Plane-wave DFT with ABINIT 10.8.3 and PAW potentials for zinc-blende GaSb at a fixed cubic edge of 6.118 Å, without spin polarisation, spin–orbit coupling or dispersion correction. All rows use an 8 × 8 × 8 k-point mesh and Fermi–Dirac smearing of 0.05 eV. Pressure is positive in compression; potentials marked sp treat 5 instead of 15 Sb electrons explicitly.

```
functional           potentials  wave cutoff  pressure (GPa)
       PBE     JTH-PAW-PBE-v2.0   462.594 eV           2.130
    revPBE     JTH-PAW-PBE-v2.0   462.594 eV           3.270
      RPBE  JTH-PAW-PBE-v2.0-sp   544.228 eV           4.010
      BP86  JTH-PAW-PBE-v2.0-sp   544.228 eV           2.740
     HLE16  JTH-PAW-PBE-v2.0-sp   544.228 eV          -6.200
 LDA-Teter     JTH-PAW-LDA-v2.0   462.594 eV          -1.920
   LDA-VWN     JTH-PAW-LDA-v2.0   462.594 eV          -2.040
        WC     JTH-PAW-PBE-v2.0   462.594 eV          -0.330
```

All eight rows describe the same GaSb crystal with its atoms at the same distances. Only the density functional changes, together with the potentials in some rows, and yet the pressure runs from about −6 to +4 GPa. A positive pressure means that the crystal would expand if it were released, a negative one that it would shrink. The zinc-blende symmetry keeps the forces on the atoms at zero in every row, so the pressure alone shows that the cell doesn't suit the functional.

A spring clamped between two jaws behaves in the same way. Its push or pull tells how far its natural length lies from the gap between the jaws. For a crystal the comparison holds while the change of length is a percent or two, because the stiffness itself changes with volume. Within that limit, the pressure can be translated into the change of edge that the functional wants.

The stiffness is the bulk modulus $B$, the pressure needed per relative change of volume. For a small change the volume of a cube grows three times as fast, in relative terms, as its edge $a$. A pressure $P$ at fixed cell therefore corresponds to

$$\frac{\Delta a}{a}\approx\frac{P}{3B}.$$

For GaSb $B$ is roughly 56 GPa, a recalled value. The PBE row then gives $2.13/(3\times 56)\approx 0.013$, so PBE wants an edge about 1.3% longer. On the cell's edge of 6.118 Å this is 0.08 Å.

The same conversion gives +1.9% for revPBE, −0.2% for WC and −1.2% for LDA-VWN. These are estimates, since no cell was relaxed and one stiffness served for all functionals. They fit what is well known of such semiconductors: LDA makes the cell too small, PBE makes it too large, and WC, designed with solids in mind, comes between them.

**Why a gradient correction pushes outwards**

The local density approximation (LDA) treats each point of the crystal as part of a uniform electron gas of the same density. A gradient-corrected functional also asks how fast the density changes there, through the reduced gradient $s$, the gradient made dimensionless with the local density. The exchange energy of the uniform gas is then multiplied by an enhancement factor $F(s)$. It equals one for a uniform density and, in PBE and its relatives, rises with $s$.

When the crystal expands, the density outside the atomic cores thins out and becomes more uneven, so $s$ is expected to grow over much of the region that the valence electrons fill. Exchange energy is negative, and a larger $F$ makes it more negative. Expansion is thus rewarded, and the reward is greater the more steeply $F$ rises. In this simple picture the steepness, rather than the value of $F$, sets the order of PBE, revPBE and WC.

These three rows allow a clean comparison, because they share the same potentials, the same cutoff and the same correlation functional. By a coarse measure their electron densities are also nearly equal: the number of electrons inside the atomic spheres agrees to about 0.01 per atom. The band gap is closed in WC, where the levels at Γ are inverted, and open by only about 0.1 eV in revPBE. PBE is expected to lie between them, with a gap too small to be told from zero at a smearing of 0.05 eV. These are small differences on the scale of the bonding. (Real GaSb is a semiconductor; a gap this small or closed is a known failing of these functionals.) An energy at its minimum hardly reacts to a small change of the density. To first order, then, their pressures differ only through the exchange formula, applied to one common density and to its change with volume. One reservation remains: the shared potentials were generated with PBE, so the atomic cores in the revPBE and WC rows don't quite match their functional.

If a single typical value of $s$ stands for the whole bonding region, the difference between two functionals 1 and 2 becomes

$$P_1-P_2\approx C\left[F_1'(s)-F_2'(s)\right],$$

where $F'$ is the slope of the enhancement factor and $C$ is a positive constant of the crystal. The constant is unknown, but it cancels when two such differences are divided. For moderate $s$ the published formulas give WC the gentlest slope, PBE a steeper one and revPBE the steepest. The pressures follow the same order.

The sizes can be compared as well. The step from PBE to revPBE is 1.14 GPa and the step from WC to PBE is 2.46 GPa, a ratio of 0.46. The slopes give 0.30 for $s=0.5$ and 0.70 for $s=1.1$, with values close to the computed one between $s=0.7$ and $s=0.9$. Since $s$ was not derived from the density of GaSb, this shows that the picture is compatible with the three rows, not that it is proved. The ratio alone doesn't single out the slope either, because the differences in the values of $F$ are expected to reach a similar ratio at a somewhat larger $s$. The sign does single it out: a larger $F$ by itself would favour compression, while the rows with the larger $F$ push outwards.

**Why LDA is not further away**

LDA has no gradient correction, so its slope is zero and it should pull inwards more than the three functionals above. It does, with about −2 GPa in both versions. They differ by only 0.12 GPa, because they are two parametrisations of the same uniform electron gas.

The distance from PBE to LDA, however, is much smaller than the exchange slopes suggest. It is 1.7 times the distance from PBE to WC, whereas the model gives about 3.5 times for $s=0.9$. The model leaves out the gradient correction to correlation. As the density becomes more uneven, PBE makes the correlation energy less negative, which penalises expansion and takes back part of what exchange has given.

Among PBE, revPBE and WC this second correction is common and drops out. Against LDA it stays, and the exchange-only model overshoots. The direction of the miss is what theory leads one to expect, but no row has exchange corrected and correlation left local, so the size of this effect can't be read from the table. Part of the miss may also come from the model itself, which uses a single value of $s$ and neglects that a larger $F$, like any strengthening of exchange, also rewards compression. The LDA rows also use potentials generated with LDA, which adds an uncertainty of unknown size.

**The rows with other potentials**

RPBE and BP86 were computed with potentials that freeze the 4d electrons of antimony into the core, while the rows discussed so far treat them explicitly. RPBE has the highest pressure of all, and its exchange factor is indeed steeper than that of revPBE at moderate $s$. The further 0.74 GPa between these two may still come partly from the potentials and the higher cutoff, because no functional appears in the table with both settings. BP86 shares both with RPBE, and it lies 1.27 GPa lower. The direction is as expected, since at moderate $s$ its exchange factor rises about as steeply as that of PBE and clearly less steeply than that of RPBE. It differs from RPBE in correlation as well, however, so this step can't be assigned to the exchange slope alone.

HLE16 breaks the pattern altogether. It has a gradient correction, yet at −6.2 GPa it pulls inwards three times as hard as LDA. The reason probably lies in its construction: it takes an existing functional, strengthens the whole exchange energy by about a quarter and halves the correlation. It was made to improve gaps and excitation energies, not structures.

Strengthening all of exchange differs from making it rise with $s$. The exchange energy per electron deepens as the density increases, so a larger overall factor rewards compression. Halving the correlation acts the other way, but correlation is the smaller part of the energy and is expected to take back only part of the shift. Both changes are measured from the parent functional, which is not among the rows. A shift towards negative pressure is therefore understandable. Neither the size nor the sign of the value in this row is certain, though, because the potentials were generated with PBE and are unfit for so strongly reshaped a functional, and a lattice constant derived from this row would have little meaning.

**What the pressure is good for**

A real crystal held in this cell would not be exactly free of stress either. Its measured edge, roughly 6.1 Å, is a little shorter than the cell's, so it would be slightly stretched and show about −0.5 GPa. WC, at −0.33 GPa, is the nearest row. The agreement should not be pressed further, since an error of 0.01 Å in the recalled edge already shifts the estimate by about 0.3 GPa, and the calculation contains neither thermal expansion nor zero-point motion. No test of how far the pressure depends on the plane-wave cutoff is available either.

For anyone who computes stress in a strained GaSb layer, the lesson is that an absolute pressure close to the measured cell is mostly a signature of the functional. Even without HLE16 the rows spread over 6 GPa, although the crystal is the same. The rows are also a selection, from which failed runs and some with graver warnings were left out, so they don't show the full range that functionals can give. A strain effect should be taken as a difference from the relaxed cell of the same functional with the same potentials.

The order for a related functional can be guessed from its formula. One first asks whether exchange as a whole has been rescaled, as in HLE16. If not, the slope of $F(s)$ at moderate $s$ tells how strongly exchange pushes outwards, and the gradient correction to correlation tells how much of that push is taken back.
